**Note 1. Conventions, and what is held fixed**

The indirect dimension is a grid $t_n = n\Delta$, $n = 0,\dots,N-1$, with dwell time $\Delta = 1/\mathrm{SW}$. Throughout, $t_{\max} = N\Delta$, so the last grid point lies one dwell time short of $t_{\max}$, and the discrete Fourier transform has a frequency spacing $1/t_{\max}$. Each visited increment is recorded as a complex point, with both quadrature components. The premises are these.

1. One transient at $t_n$ contributes $A\,a_n e^{i\Omega t_n}$ to a given column of the direct dimension, with a real envelope $0 < a_n \le 1$. For a real-time dimension with exponential decay $a_n = e^{-t_n/T_2}$.
2. Thermal noise is independent from transient to transient, has zero mean, and has variance $\sigma^2$ in each of the real and imaginary parts, which are uncorrelated.
3. Processing is linear: weights, zeros at the unvisited points, Fourier transform.
4. Sensitivities are compared at the same total number of transients $M$, that is at equal spectrometer time, and on the same grid.

A schedule is a set of numbers $s_n \in \{0,1\}$ with $\sum_n s_n = m$, and $f = m/N$ is the sampling fraction. Two different noises appear below. One is thermal and falls relative to the signal as $M^{-1/2}$. The other is made by the schedule, is proportional to the signal itself, and is untouched by signal averaging.

**Note 2. Beside "the spectrum is convolved with the point-spread function"**

Define
$$P_k = \frac1m\sum_{n=0}^{N-1} s_n e^{-2\pi i kn/N},\qquad P_0 = 1 .$$
The orthogonality relation $\sum_k e^{2\pi i k(n-n')/N} = N\delta_{nn'}$ inverts this to $s_n = (m/N)\sum_{l} P_l\, e^{2\pi i ln/N}$. For full-grid data $y_n$ with transform $Y_k = \sum_n y_n e^{-2\pi i kn/N}$, the zero-filled transform is then
$$\sum_n s_n y_n e^{-2\pi i kn/N} = \frac mN\sum_l P_l\,Y_{k-l},$$
with indices taken modulo $N$. An undamped line on grid frequency $k_0$ has $Y_k = NA\,\delta_{kk_0}$, so its zero-filled spectrum is $mA\,P_{k-k_0}$. The $P_k$ with $k \ne 0$ are the sidelobes relative to the peak. Because $s_n$ is real, $P_{N-k} = P_k^*$.

**Note 3. The rms sidelobe needs no randomness**

The same orthogonality gives Parseval's identity, and $s_n^2 = s_n$ evaluates it:
$$\sum_{k=0}^{N-1}|P_k|^2 = \frac{N}{m^2}\sum_n s_n^2 = \frac Nm .$$
Removing the peak term $|P_0|^2 = 1$ leaves $(N-m)/m$ to be shared among $N-1$ frequencies, so the root mean square over frequency is
$$\sigma_P = \sqrt{\frac{N-m}{m(N-1)}} . \tag{1}$$
Equation (1) in this sense holds exactly for every schedule of $m$ distinct grid points. It vanishes for $m = N$ and equals 1 for $m = 1$, where a single point carries no frequency information. It says nothing about how the power is spread. Keeping every fourth point of a 256-point grid gives $P_k = 1$ at $k = 64, 128, 192$ and zero at the other $k\neq0$. The off-peak power is 3, which is $(256-64)/64$, and all of it sits in three aliases as tall as the peak. No choice of schedule lowers the total. A schedule can only decide where the power goes.

**Note 4. What random choice adds: a flat floor**

Let all $\binom Nm$ subsets be equally likely. Counting the subsets that contain one given point, or two, gives
$$\langle s_n\rangle = \frac{\binom{N-1}{m-1}}{\binom Nm} = f,\qquad \langle s_ns_{n'}\rangle = \frac{\binom{N-2}{m-2}}{\binom Nm} = \frac{m(m-1)}{N(N-1)}\quad(n\ne n').$$
The variance is $\langle s_n^2\rangle - f^2 = f(1-f)$. The covariance of two points is
$$\frac{m(m-1)}{N(N-1)} - \frac{m^2}{N^2} = \frac{m^2 - mN}{N^2(N-1)} = -\frac{f(1-f)}{N-1},$$
negative because a point taken here is a point not taken elsewhere. Both cases are contained in $\mathrm{Cov}(s_n,s_{n'}) = \frac{f(1-f)}{N-1}(N\delta_{nn'} - 1)$. For any complex numbers $z_n$ the sum $S = \sum_n s_nz_n$ therefore has mean $f\sum_n z_n$ and
$$\langle|S - \langle S\rangle|^2\rangle = \frac{f(1-f)N}{N-1}\Big[\sum_n|z_n|^2 - \frac1N\Big|\sum_n z_n\Big|^2\Big]. \tag{2}$$
Put $z_n = e^{-2\pi i kn/N}/m$ with $k\neq0$. Then $\sum z_n = 0$ and $\sum|z_n|^2 = N/m^2$, so $\langle P_k\rangle = 0$ and
$$\langle|P_k|^2\rangle = \frac{f(1-f)N^2}{(N-1)m^2} = \frac{N-m}{m(N-1)} .$$
This is $\sigma_P^2$ again, now as the ensemble average at each single frequency. The expected floor is white.

Three remarks belong here.

*Real part.* The covariance matrix gives $\langle P_k^2\rangle \propto N\sum_n e^{-4\pi i kn/N} - (\sum_n e^{-2\pi i kn/N})^2$, which is zero unless $2k \equiv 0 \pmod N$. Since $\langle P_k^2\rangle = \langle(\mathrm{Re}P_k)^2\rangle - \langle(\mathrm{Im}P_k)^2\rangle + 2i\langle \mathrm{Re}P_k\,\mathrm{Im}P_k\rangle$, the real and imaginary parts are uncorrelated and share the power equally. A phased absorption spectrum shows an rms of $\sigma_P/\sqrt2$, and (1) refers to the modulus. The exception is $k = N/2$ for even $N$, where $P_k$ is real and carries the whole of $\sigma_P$.

*Off-grid and several lines.* For an undamped line at any frequency $z_n = A e^{i\Omega t_n - 2\pi i kn/N}$, and (2) gives a variance $(mA\sigma_P)^2(1 - |Y_k|^2/N^2A^2)$ about a mean $fY_k$. Away from the line the floor is unchanged. For several undamped lines on distinct grid frequencies orthogonality makes $\sum|z_n|^2 = N\sum_l A_l^2$, so the floors add in quadrature and the strong lines of a column set the floor for the weak ones.

*Largest sidelobe.* For $m \gg 1$ and $N-m \gg 1$ each $P_k$ is a sum of many bounded terms and is close to a circular complex Gaussian variable, so $|P_k|^2/\sigma_P^2$ is close to a unit exponential variable. For even $N$ there are $L = N/2-1$ conjugate pairs. If they are treated as independent, the mean of the largest value is $\int_0^\infty[1-(1-e^{-y})^L]\,dy = H_L = \sum_{j=1}^L 1/j$, and the tallest sidelobe is near $\sigma_P\sqrt{H_L}$. The independence is only approximate, since Note 3 fixes the sum of the terms.

**Note 5. The signal-to-noise ratio of a linear estimate**

Let $c_n$ transients be co-added at point $n$, with $\sum c_n = M$. The stored point has signal $c_nAa_ne^{i\Omega t_n}$ and noise variance $c_n\sigma^2$ per component. Multiply by real weights $w_n \ge 0$, transform, and read the real part at the line frequency, where the phase factors cancel. The signal is $A\sum w_nc_na_n$. A phase factor only rotates the noise, which has equal and uncorrelated components, so the variance of the real part is $\sigma^2\sum w_n^2c_n$ at every frequency. Hence
$$\mathrm{SNR} = \frac A\sigma\,\frac{\sum_n w_nc_na_n}{\sqrt{\sum_n w_n^2c_n}} . \tag{3}$$
With no weighting, $w_n = 1$, the noise is $\sigma\sqrt M$ whatever the schedule, and
$$\mathrm{SNR} = \frac A\sigma\sqrt M\;\bar a,\qquad \bar a = \frac1M\sum_n c_na_n .$$
This is the time-domain signal-to-noise ratio: the envelope averaged over the places where the transients were spent. Uniform sampling has $c_n = M/N$. A sparse schedule run for the same time has $c_n = (M/m)s_n$, more scans on fewer increments. If point $n$ is included with probability $p_n = f\rho_n$, where the density $\rho_n$ has grid average 1, then $\langle c_n\rangle = M\rho_n/N$. Writing $\langle\cdot\rangle_u$ for the plain average over the grid, or over $u = t/t_{\max}\in[0,1]$ in the continuum limit, the gain over unweighted uniform sampling is
$$G = \frac{\langle\rho a\rangle_u}{\langle a\rangle_u} = 1 + \frac{\mathrm{Cov}_u(\rho,a)}{\langle a\rangle_u}. \tag{4}$$
The second form uses $\langle\rho\rangle_u = 1$. A gain exists only through the covariance of density and envelope. A random schedule of constant density has $G = 1$, and so does any schedule applied to a constant envelope.

**Note 6. The matched density and the hyperbolic cotangent**

Let $x = t_{\max}/T_2$, $a = e^{-xu}$, and
$$\mu_k = \langle e^{-kxu}\rangle_u = \frac{1-e^{-kx}}{kx}.$$
The matched density is $\rho = e^{-xu}/\mu_1$. Then $\langle\rho a\rangle_u = \mu_2/\mu_1$ and (4) gives
$$G = \frac{\mu_2}{\mu_1^2} = \frac x2\,\frac{1-e^{-2x}}{(1-e^{-x})^2} = \frac x2\,\frac{1+e^{-x}}{1-e^{-x}} = \frac x2\coth\frac x2 . \tag{5}$$
The second step factors $1-e^{-2x} = (1-e^{-x})(1+e^{-x})$, and the last multiplies above and below by $e^{x/2}$. For small $x$, $G = 1 + x^2/12 - x^4/720 + \dots$, and for large $x$, $G \to x/2$. The usual choice $x = \pi$ makes the grid spacing $1/t_{\max}$ equal to the natural full width at half height $1/(\pi T_2)$. There $\coth(\pi/2) = 1.0903$ and $G = 1.713$.

The two parts of the ratio show what grows. In units of $A\sqrt M/\sigma$ the uniform experiment yields $\mu_1$, which falls as $1/x$, and the matched experiment yields $\mu_2/\mu_1 = (1+e^{-x})/2$, which falls from 1 toward $1/2$. The unbounded growth of $G$ comes from the decline of the uniform reference, which spends ever more time where the signal has gone.

On the actual grid, with $q = e^{-x/N}$, the geometric sums give
$$G_N = \frac{N\sum_n q^{2n}}{(\sum_n q^n)^2} = N\,\frac{1-q}{1+q}\,\frac{1+q^N}{1-q^N} = N\tanh\frac{x}{2N}\,\coth\frac x2 .$$
The relative difference from (5) is $-x^2/12N^2$ to leading order, of size $1.3\times10^{-5}$ for $x = \pi$ and $N = 256$.

Two limits matter more than this one. A probability cannot exceed 1, and the largest is $p_0 = f/\mu_1$, so the matched density can be drawn on the grid with one visit per point only if $f \le \mu_1$. Beyond that the early points are all taken, the density is clipped and flatter than the matched one. The second limit is that (5) is an average over schedules. For points included independently, linearising $\bar a = \sum s_na_n/\sum s_n$ in the fluctuations of $s_n$ gives a variance $\sum p_n(1-p_n)(a_n-\bar a)^2/m^2$. Dropping the factor $1-p_n$ bounds the relative variance by $(\mu_1\mu_3/\mu_2^2 - 1)/m$. At $x = \pi$ the moments are $\mu_1 = 0.3046$, $\mu_2 = 0.1589$, $\mu_3 = 0.1061$, $\mu_4 = 0.0796$, and for $m = 64$ the bound on the relative scatter is 0.066. For one given schedule the gain is better computed from the schedule itself, and 1.7 is as many figures as the general statement carries.

**Note 7. "Matched" does not mean maximal**

For $\rho \propto e^{-\beta xu}$ equation (4) gives
$$G(\beta) = \frac{\mu_{1+\beta}}{\mu_\beta\,\mu_1} = \frac{\beta x\,(1-e^{-(1+\beta)x})}{(1+\beta)(1-e^{-\beta x})(1-e^{-x})}. \tag{6}$$
Differentiating the normalised average, $\partial_\beta\langle\rho a\rangle_u = -x\,\mathrm{Cov}_\rho(u,a)$, with the covariance taken under the density $\rho$. The covariance of an increasing and a decreasing function of $u$ is negative, so $G$ rises steadily with $\beta$. At $x = \pi$ it is 2.19 for $\beta = 2$ and tends to $1/\mu_1 = 3.28$ as $\beta\to\infty$, when every transient is spent at $t = 0$ and there is no second dimension left. The measure (4) rewards giving up resolution. The reason is visible in the mean spectrum. Averaged over schedules the zero-filled data have the envelope $\rho a \propto e^{-(1+\beta)xu}$, so for $\beta = 1$ the decay rate is doubled and, truncation at $t_{\max}$ apart, so is the Lorentzian width. Equation (5) compares two spectra with different line shapes.

**Note 8. The comparison at equal line shape**

The line shape of the linear spectrum is fixed by the product $W_n = w_nc_n$, since the effective envelope is $W_na_n$. For given $W_n$ the numerator of (3) is fixed and the squared denominator is $\sum W_n^2/c_n$. The Cauchy–Schwarz inequality,
$$\Big(\sum_n W_n\Big)^2 = \Big(\sum_n \frac{W_n}{\sqrt{c_n}}\sqrt{c_n}\Big)^2 \le M\sum_n\frac{W_n^2}{c_n}, \tag{7}$$
with sums over the visited points, shows that the noise is least when $c_n \propto W_n$, that is when the window is built into the sampling and no weights are applied afterwards. Uniform sampling with the same window has $\sum W_n^2/c_n = (N/M)\sum W_n^2$, so the gain at equal line shape is $\sqrt{\langle W^2\rangle_u}/\langle W\rangle_u$. Three comparisons follow for the matched density.

*Against uniform data with a matched filter.* Here $W \propto e^{-xu}$ on both sides and the gain is $\sqrt{\mu_2}/\mu_1 = \sqrt G$. The matched filter alone, applied to uniform data, raises (3) from $\mu_1$ to $\sqrt{\mu_2}$, which is also a factor $\sqrt G$. So $G$ splits into two equal factors. One is available from uniform data by apodisation at no cost in time, and the other is what the schedule contributes.

*With the natural line shape restored.* Weights $w = 1/\rho$ make the mean of $W$ constant. The mean signal is that of the uniform experiment and the mean noise variance is multiplied by $\langle1/\rho\rangle_u = \mu_1(e^x-1)/x = 4\sinh^2(x/2)/x^2$. The ratio to unweighted uniform sampling is
$$C = \frac{x}{2\sinh(x/2)} < 1, \tag{8}$$
a loss, and it depends only on the density, whatever the envelope.

*With the best weights on both sides.* For given $c_n$, Cauchy–Schwarz applied to (3) gives the maximum $(A/\sigma)\sqrt{\sum c_na_n^2}$ at $w_n \propto a_n$. This is the precision with which the amplitude of a line of known frequency and decay can be estimated linearly. The ratio of matched to uniform sampling is $\sqrt{\mu_3/(\mu_1\mu_2)}$, which is 1.48 at $x = \pi$.

| $x$ | $G$ | $\sqrt G$ | $C$ | largest $f$ ($=\mu_1$) |
|---|---|---|---|---|
| 1 | 1.082 | 1.040 | 0.960 | 0.632 |
| 2 | 1.313 | 1.146 | 0.851 | 0.432 |
| $\pi$ | 1.713 | 1.309 | 0.683 | 0.305 |
| 4 | 2.075 | 1.440 | 0.551 | 0.245 |

**Note 9. Sampling noise of a decaying line and of a biased schedule**

Equation (1) is for an undamped line. For independent inclusion the covariances vanish and the variance of $S = \sum s_nz_n$ is $\sum p_n(1-p_n)|z_n|^2$. With $|z_n| = a_n$ this is the same at all frequencies. Dividing by the squared mean peak $(\sum p_na_n)^2 = m^2\langle\rho a\rangle_u^2$ gives
$$\sigma_S^2 = \frac{\langle\rho a^2\rangle_u - f\langle\rho^2a^2\rangle_u}{m\,\langle\rho a\rangle_u^2}. \tag{9}$$
For $\rho = a = 1$ this is $(N-m)/(mN)$, which differs from (1) by the factor $(N-1)/N$ that the fixed count supplies. For constant density and a decaying line it is $(1-f)\mu_2/(m\mu_1^2) = (1-f)G/m$, larger than for an undamped line. For the matched density it is $(\mu_1\mu_3 - f\mu_4)/(m\mu_2^2)$. With $x = \pi$, $m = 64$, $f = 1/4$ the two values of $\sigma_S$ are 0.142 and 0.088, so for a decaying line the matched density lowers the relative sampling noise as well.

For the point-spread function itself, $a = 1$, an exponential density $\rho \propto e^{-x_su}$ has $\langle\rho^2\rangle_u = G(x_s)$, the function (5) evaluated at $x_s$, and $\sigma_S^2 = (1-fG)/m$. The lower floor does not conflict with Note 3. With $P_k$ normalised by the mean count $m$, the mean point-spread function holds a power $N\sum p_n^2/m^2 = G$, the random part holds $N\sigma_S^2 = 1/f - G$, and the sum is $N/m$. A biased schedule moves power out of the floor and into the wings of a broadened central peak.

**Note 10. Why a constant-time dimension has a flat envelope**

Take uniformly $^{13}$C-labelled 1-propanol, C1(H$_2$OH)–C2(H$_2$)–C3(H$_3$), in a constant-time HSQC. During the carbon period the one-bond C–H coupling is taken as refocused by a proton $\pi$ pulse for every $t_1$, so the carbons evolve under the weak-coupling Hamiltonian, in rad s$^{-1}$,
$$H = \sum_j\Omega_jI_{jz} + 2\pi J_{12}I_{1z}I_{2z} + 2\pi J_{23}I_{2z}I_{3z} = H_\Omega + H_J .$$
The period has a fixed length $T$ and contains one carbon $\pi_x$ pulse $R$ that inverts all three spins, placed after $\tau_1 = (T+t_1)/2$ and before $\tau_2 = (T-t_1)/2$, so $t_1 \le T$. Since $R^\dagger I_{jz}R = -I_{jz}$, the pulse reverses $H_\Omega$ and leaves the bilinear $H_J$ unchanged. Moving $R$ to the left,
$$U = e^{-iH\tau_2}Re^{-iH\tau_1} = R\,e^{-i(H_J - H_\Omega)\tau_2}e^{-i(H_J+H_\Omega)\tau_1} = R\,e^{-iH_\Omega t_1}e^{-iH_JT},$$
where all terms in the exponents commute, $\tau_1-\tau_2 = t_1$ and $\tau_1+\tau_2 = T$. The shift acts for $t_1$ and the couplings act for $T$. Each coupling turns $I_{jx}$ into $I_{jx}\cos\pi JT$ plus a term antiphase to the neighbouring carbon, which is not transferred back to observable proton signal. The $I_{2x}$ component at the end is $\cos\Omega_2t_1\cos\pi J_{12}T\cos\pi J_{23}T$, and the terminal carbons have one cosine each. The factor $2H_z$ that the coherence carries in an HSQC commutes with everything here and changes nothing. The coherence is transverse for the whole of $T$, so homogeneous relaxation contributes $e^{-T/T_2}$. A two-bond coupling between C1 and C3 would add one more cosine of the same kind. All these factors are independent of $t_1$ and belong to $A$, and $a_n = 1$.

The consequence is stronger than $G = 1$ in (4). With $a_n = 1$ equation (3) reads $(A/\sigma)\sum W_n/\sqrt{\sum W_n^2/c_n}$, and (7) bounds it:
$$\mathrm{SNR} \le \frac A\sigma\sqrt M . \tag{10}$$
No schedule and no weighting exceeds unweighted uniform sampling, and every unweighted schedule equals it. A shorter $T_2$ lowers $A$ and does not alter this. The value of $x$ to insert in (5) is that of the decay in $t_1$, which is zero, and the $T_2$ of the carbon does not enter.

One qualification is needed. A constant-time signal is fully truncated at $t_{\max}$ and is normally apodised. A cosine window $W = \cos(\pi u/2)$ has $\langle W\rangle_u = 2/\pi$ and $\langle W^2\rangle_u = 1/2$, so on uniform data it lowers the ratio to $2\sqrt2/\pi = 0.900$ of the bound (10). Sampling with a cosine density gives the same mean line shape at the bound, a factor 1.11 over the windowed uniform spectrum. This recovers what the window cost and goes no further.

**Note 11. Range of validity**

*Equation (1)* as an average over frequency is exact for any $m$ distinct points on the grid. As a statement about each frequency it needs all subsets to be equally likely. Forcing the first increments, limiting gap lengths or selecting the best of many seeds colours the floor and leaves the total unchanged. It refers to the modulus, to an undamped line and to the zero-filled transform. The Gaussian estimate of the largest sidelobe needs $m \gg 1$ and $N - m \gg 1$.

*Equation (5)* needs a single exponential decay in $t_1$ with known $T_2$, white thermal noise, equal total transients, the same $t_{\max}$, an unweighted uniform reference and $f \le \mu_1$. For a line whose $T_2$ differs from the one assumed, (6) applies with $\beta = x_s/x$. If the sparse experiment keeps the scans per increment and saves time, then $M$ falls to $fM$ and the ratio is $G\sqrt f$. Noise that scales with the signal, such as $t_1$ noise from instrumental instability, lies outside premise 2.

*Nonlinear reconstruction* is outside premise 3. It aims to remove the sampling noise, which is a deterministic function of signal and schedule. It transforms thermal noise nonlinearly, so the ratio of peak height to baseline scatter in a reconstructed spectrum is not the quantity (3) and cannot be set against (5).

*The flat envelope* is broken by anything that behaves as a shift. Static field inhomogeneity adds a term to $H_\Omega$, so it acts for $t_1$, and a Lorentzian distribution of full width $\Delta\nu'$ gives $x = \pi\Delta\nu't_{\max}$. Any residual dependence of the relaxation on $t_1$, for instance through the time spent in phase and antiphase with the protons, adds $r\,t_{\max}$ for an effective rate $r$. Strong coupling has a different effect. For two carbons separated by $\delta\nu$ the mixed eigenstates are $\cos\theta|\alpha\beta\rangle + \sin\theta|\beta\alpha\rangle$ and its orthogonal partner, with $\tan2\theta = J/\delta\nu$. The $\pi$ pulse exchanges $|\alpha\beta\rangle$ and $|\beta\alpha\rangle$, so it returns a mixed state onto itself with an amplitude of modulus $\sin2\theta = J/\sqrt{J^2+\delta\nu^2}$. This moves coherence from one carbon to the other at the pulse and produces extra lines near the mean of the two shifts. They also spend the full $T$ in the transverse plane, so they do not decay in $t_1$ and offer no gain.

**Note 12. Numbers for labelled 1-propanol**

The inputs are approximate, typical values: carbon frequency 150.9 MHz (600 MHz for protons), shifts of 64, 26 and 10 ppm for C1, C2 and C3, $J_{12} \approx 38$ Hz, $J_{23} \approx 34$ Hz, carbon $T_2 \approx 1$ s, $\Delta\nu' \approx 0.5$ Hz. The attached protons lie near 3.6, 1.6 and 0.9 ppm, so each column holds one carbon line.

*Grid.* Set $T = 1/(35\ \mathrm{Hz}) = 28.57$ ms. The shifts span 8.1 kHz. With SW = 9000 Hz (59.6 ppm), $\Delta = 111.1\ \mu$s, and $N = 256$ gives $t_{\max} = 28.44$ ms, a last increment at 28.33 ms, which is inside $T$, and a grid spacing of 35.2 Hz.

*Amplitudes.* The coupling factors are $-0.96$ for C1, $-1.00$ for C3 and $+0.96$ for C2, and relaxation gives 0.97. None depends on $t_1$.

*Sampling noise.* For $m = 64$ points of constant density, $\sigma_P^2 = 192/(64\cdot255) = 1/85$ and $\sigma_P = 0.108$. The absorption spectrum shows 0.077. With $L = 127$, $H_L = 5.43$ and the tallest sidelobe in modulus is about 0.25. The strong-coupling amplitudes are 0.014 for C2–C3 ($\delta\nu = 2.4$ kHz) and 0.007 for C1–C2 ($\delta\nu = 5.7$ kHz), well under the floor of a main line.

*Both noises together.* Thermal and sampling noise are independent, so in the zero-filled absorption spectrum the ratio of peak to total rms is $(\mathrm{SNR}^{-2} + \sigma_P^2/2)^{-1/2}$. It cannot exceed $\sqrt{170} = 13.0$. A thermal ratio of 100 is reduced to 12.9 and a thermal ratio of 5 to 4.7. If the 64 increments are run with unchanged scans, the time falls to a quarter and the thermal ratio to one half.

*Gain.* Inhomogeneity gives $x = 0.045$. A density matched to it yields $G - 1 = 1.7\times10^{-4}$, and the ceiling $1/\mu_1$ for any density is 1.023. A residual rate $r = 1$ s$^{-1}$ would add 0.028 to $x$, which is of the same order and leaves the conclusion as it is.

*A schedule carried over from a real-time experiment.* Take $x_s = \pi$ with $f = 1/4$, which is allowed since $p_0 = 0.82$. Equation (6) with $x = 0.045$ and $\beta x = \pi$ gives a gain of 1.010 in place of 1.713. For $a = 1$ the mean absorption line shape at offset $\nu$, with $\omega = 2\pi\nu t_{\max}$, is
$$\int_0^1 e^{-x_su}\cos\omega u\,du = \frac{x_s - e^{-x_s}(x_s\cos\omega - \omega\sin\omega)}{x_s^2+\omega^2}.$$
It falls to half its central value at $\omega = 1.895$ for $x_s = 0$, where it is $\sin\omega/\omega$, and at $\omega = 3.377$ for $x_s = \pi$. The full width $\omega/(\pi t_{\max})$ grows from 21 Hz to 38 Hz. The random floor drops from 0.108 to 0.095, and the power budget of Note 9 reads $1.713 + 2.287 = 4$. Restoring the 21 Hz line by the weights $1/\rho$ costs the factor $C = 0.683$ of (8) in thermal signal-to-noise, which takes 2.1 times the measurement time to make up.